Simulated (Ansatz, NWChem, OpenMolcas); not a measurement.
A ladder of methods for BH (SMILES [BH])

BH has 2 atoms, charge 0, and is taken as a singlet. As SMILES, `[BH]`. Geometry: the measured bond length.

```xyz
2

B     0.0000    0.0000    0.0000
H     0.0000    0.0000    1.2324
```

Each level gives the electronic atomisation energy (eV). The values are calculated. Electronic energies at fixed atoms, without zero-point motion or spin-orbit coupling.

```csv
level,kind,program,value (eV),CPU time (all runs)
HF/def2-TZVPPD,Hartree–Fock,NWChem,2.67,7.5 s
SVWN5/def2-TZVPPD,LDA,OpenMolcas,3.90,8.6 s
revPBE/def2-TZVPPD,GGA,OpenMolcas,3.47,10 s
r2SCAN/def2-TZVPPD,meta-GGA,Ansatz,3.44,4.9 s
BHLYP/def2-TZVPPD,global hybrid,NWChem,3.57,12 s
M06-2X/def2-TZVPPD,hybrid meta-GGA,OpenMolcas,3.67,13 s
CAM-B3LYP/def2-TZVPPD,range-separated hybrid,NWChem,3.61,22 s
B2PLYP/def2-TZVPPD,double hybrid,Ansatz,3.59,1.7 s
CCSDT(Q)/def2-TZVPPD,coupled cluster or CI,Ansatz,3.62,6.8 s
FCI/3-21G,exact in the basis,Ansatz,3.02,0.17 s
```

The values span 2.67 to 3.90 eV. High-level rows in very small sets aren't better than simpler rows in larger ones. Times are those of the runs behind each value, whatever else they computed, on shared processors of several kinds: orders of magnitude only.

Hartree–Fock recovers only 2.67 eV of the binding, against 3.62 eV with CCSDT(Q) in the same basis, so electron correlation supplies a substantial part of the B–H bond energy. Forming the bond pairs two electrons that were on separate atoms, and their mutual correlation has no counterpart in the fragments. The boron 2s–2p near-degeneracy matters too, but it is present in the free atom as well and so partly cancels.

LDA overbinds, as it usually does, while revPBE and r2SCAN fall below the coupled-cluster value. The hybrids and the double hybrid lie close to it, which probably reflects some cancellation between exchange and correlation errors. The low FCI value of 3.02 eV points to the basis: 3-21G lacks the polarisation functions needed to describe the bond's shape and angular correlation. With so few electrons, the error left in CCSDT(Q) is probably also mostly basis incompleteness rather than missing higher excitations. Agreement at this one bond length doesn't establish that the hybrids would describe bond stretching equally well.
